Eight atomic planes enclose seven gaps, and seven is odd. If gaps alternate between short and long, and the first one is short, the seventh is short again. A lanthanum slab of eight planes can therefore contract at both faces and keep one unbroken alternation from bottom to top. With nine planes the two faces could not both have this: somewhere inside, the pattern would have to fade or skip a beat.

The computed slab uses this freedom to the full. It was cut from the double hexagonal crystal, in which neighbouring planes lie 3.010 Å apart throughout, and its atoms were then allowed to relax. The planes are numbered from the bottom, and each row gives the gap above its plane.

Plane spacings of a relaxed eight-plane La(001) slab cut from double hexagonal La, computed with Ansatz 0.2.0 using non-spin-polarized r2SCAN, PAW and a 500 eV plane-wave cutoff. The slab has a 9×9×1 k mesh, 0.1 eV Gaussian smearing, 15 Å of vacuum and a dipole correction. Spacing changes are relative to the unrelaxed slab.

```
row  relaxed plane number  relaxed plane spacing to next (Å)  relaxed plane spacing change (Å)
  1                     1                              2.843                            -0.167
  2                     2                              3.102                             0.092
  3                     3                              2.915                            -0.095
  4                     4                              3.102                             0.093
  5                     5                              2.911                            -0.099
  6                     6                              3.130                             0.120
  7                     7                              2.881                            -0.129
  8                     8                                n/a                               n/a
```

Both end gaps shrink, by 0.167 Å at the bottom and 0.129 Å at the top. That is the familiar behaviour of many metal surfaces. The surprise is in the middle, where gaps 3 to 5 still change by 0.096 Å on average, about two thirds of the mean change at the ends. Short gaps follow long ones right through the slab, so no part of it has the even spacing of the bulk.

The tempting explanation is that only the surfaces are active. An atom in the outermost plane has lost the neighbours on one side. Its electrons strengthen the bonds that remain, and the plane is drawn inward. The second plane, now held more firmly from outside, leans outward a little and widens the gap beneath it. The planes further in would then merely pass on whatever push reaches them, like the middle links of a chain pulled at its ends.

This picture can be tested with a chain of planes joined by equal springs, one spring in each gap. Let F₁, F₂ and so on be the forces on the planes before any of them has moved, counted positive towards the top. Take the lowest n planes as one block. The force on this block at the start is

Sₙ = F₁ + F₂ + … + Fₙ

After relaxation the block must be at rest. The only thing in the model that can balance Sₙ is the spring in the gap above the block. If that gap has widened by Δₙ and the spring constant is k, the balance reads

k Δₙ = −Sₙ

The change of a gap thus depends on the sum of all forces below it. If the inner planes carry no force of their own, this sum stays the same from one inner gap to the next. All inner gaps must then widen together or shrink together. A passive interior of this kind transmits a steady pull, but it does not produce an alternation. Springs that also joined second neighbours could produce one, fading towards the middle, so the surer test is to look at the starting forces themselves.

The forces in the same calculation show that the interior is not passive. Before relaxation, planes 3 to 6 already feel forces between 0.10 and 0.13 eV/Å, with the sign changing from each plane to the next. In the bulk crystal at the same spacing, symmetry makes these forces zero. In the calculation, then, the middle of the slab is disturbed before a single atom has moved, and the alternation is already present in that disturbance.

Gap 3 shows the difference between the two pictures. The forces on the three planes below it add up to

S₃ = 0.224 − 0.282 + 0.118 = 0.060 eV/Å

A least-squares fit of the chain to the seven gap changes, with k as its one adjustable constant, gives k = 1.01 eV/Å². The estimate for this gap, which was itself among the seven fitted, is then

Δ₃ = −0.060 / 1.01 = −0.059 Å

The gap should shrink, and it does, by 0.095 Å. If the force on plane 3 is left out, as the passive picture demands, the sum becomes −0.058 eV/Å and the gap should widen. The same error appears at gap 5 when the forces on planes 3 to 6 are all removed. With every force kept, the chain has the right sign for all seven gaps.

A second explanation sounds more specific to lanthanum. In the double hexagonal stacking, planes with hcp-like surroundings alternate with planes that have fcc-like surroundings. A period of two in the stacking seems a natural source for a period of two in the spacing. But a gap is not a plane: each gap has one hcp-like plane on one side and one fcc-like plane on the other, so all gaps join the same pair of partners.

Symmetry makes the argument strict for the bulk. An hcp-like plane is a mirror of the crystal, so the gap above it equals the gap below it. An fcc-like plane contains centres of inversion, which make its two gaps equal as well. Stacking alone therefore leaves the spacing even, and something must break these symmetries before the gaps can differ. In the slab, the two cuts do so.

The stacking does have a part to play at the ends. A slab with an even number of planes finishes on an hcp-like plane at one face and on an fcc-like plane at the other. The two faces are different surfaces, so there is no reason for them to contract equally. The stacking thus allows unequal end gaps without being the cause of the alternation, though the calculation does not show how much of their difference it explains.

If the computed forces are sound, what remains is a response of the whole slab to its two cuts. It helps to think of the motion rather than of the gaps. Divide the planes into two sets, the odd-numbered and the even-numbered ones, and shift one set slightly upward against the other. Every second gap closes and the gaps between them open by the same amount, while the distance between planes of the same set stays as it was. The middle of the slab does just this: gaps 3 and 4 together measure 2.915 + 3.102 = 6.017 Å, almost exactly two bulk spacings.

Why the cuts should push so deep is less certain. In a metal, the conduction electrons screen most of a disturbance within about one atomic layer, but not all of it. Because their states are filled up to a sharp limit, the electron density ripples away from a surface, and in a thin slab the ripples from the two faces overlap. Such ripples can push neighbouring planes in opposite directions, but whether they produce the inner forces here is a conjecture. The other serious candidate is numerical error, since the r2SCAN potential was found to be rough in the thin electron density of these slab runs, and the convergence of the slab forces with the k mesh was not tested.

The energy tells what kind of response this is. If forces fade in proportion as the planes move to their new places, the mean force along the way is half the starting force. The energy released should then be

ΔE = −½ (S₁Δ₁ + S₂Δ₂ + … + S₇Δ₇)

With the computed forces and gap changes, this gives 0.042 eV per slab. The free energy actually falls by 0.046 eV, so the estimate is about 9% below the computed drop. No adjustable constant enters this comparison. On the whole, then, the slab yields like a spring under load and does not tumble into a distinctly different structure.

That verdict is firmer for the faces than for the middle, because the two end gaps supply 65% of the estimated energy. If the bulk itself preferred paired planes, the inner forces would grow at first as the planes moved, and the energy released would exceed half the work of the starting forces. The small excess that is found leaves room for some of this in the interior. Zero force in the ideal bulk does not settle the matter either, since a ball balanced on a hilltop also feels no sideways force.

The spring chain fails in a way that points in the same direction. It makes the bottom gap shrink by 0.221 Å instead of 0.167 Å, and it gives gap 4 less than half of its computed widening. For the same summed force, the inner gaps change more than the end gaps do. A uniform alternation of 0.114 Å, fitted to the same seven gaps, in fact describes them better than the chain, with a typical error of 0.026 Å against 0.042 Å. It gives no reason for the pattern, but its better fit agrees with an interior that yields more readily to pairing than a single spring constant allows.

For practical work, the effect on spacing and the effect on energy should be judged separately. The short and long gaps in the middle differ by about 0.19 Å, or 6% of the bulk spacing. The cost of making the two faces, before relaxation, is the energy of the slab less that of two bulk cells of four atoms each:

−50116.206 + 2 × 25058.722 = 1.238 eV

Relaxation recovers 0.046 eV of this, or about 4%. A surface energy from this slab is therefore little affected by the pairing, whereas a list of layer spacings is affected throughout.

The spacings should thus be used as those of an eight-plane film. They are not yet the relaxation profile of a thick crystal, because there is no undisturbed middle from which to measure it. Holding the central planes at the bulk spacing would give the slab a tidy core, but it would suppress the very response that needs explaining. A better first step is to relax slabs of nine and of more planes. With nine planes, symmetry makes the two gaps beside the central plane equal, so as long as that symmetry is kept the alternation must break there, whatever its cause. Thicker slabs are the better test: if the disturbance comes from the faces and the bulk resists pairing, their middle should return to even spacing.

A small bulk calculation can then test whether lanthanum itself tends to pair. Shift every second plane of the bulk cell by about 0.1 Å, which changes the gaps by roughly as much as in the slab's interior, lower the imposed symmetry accordingly, and let the atoms relax. If the planes return to even spacing, the bulk resists pairing, and something in the slab, either its faces or a numerical error, must hold the pattern in place. If they stay paired, the preference belongs to the bulk as this functional describes it. To learn whether the inner forces are numerical, the slab should be repeated with a denser k mesh and a finer density grid. A cheap check is to slide the whole unrelaxed slab along its normal by a fraction of a grid step, since true forces would not change. A smoother functional would help as well, though it also alters the physics.
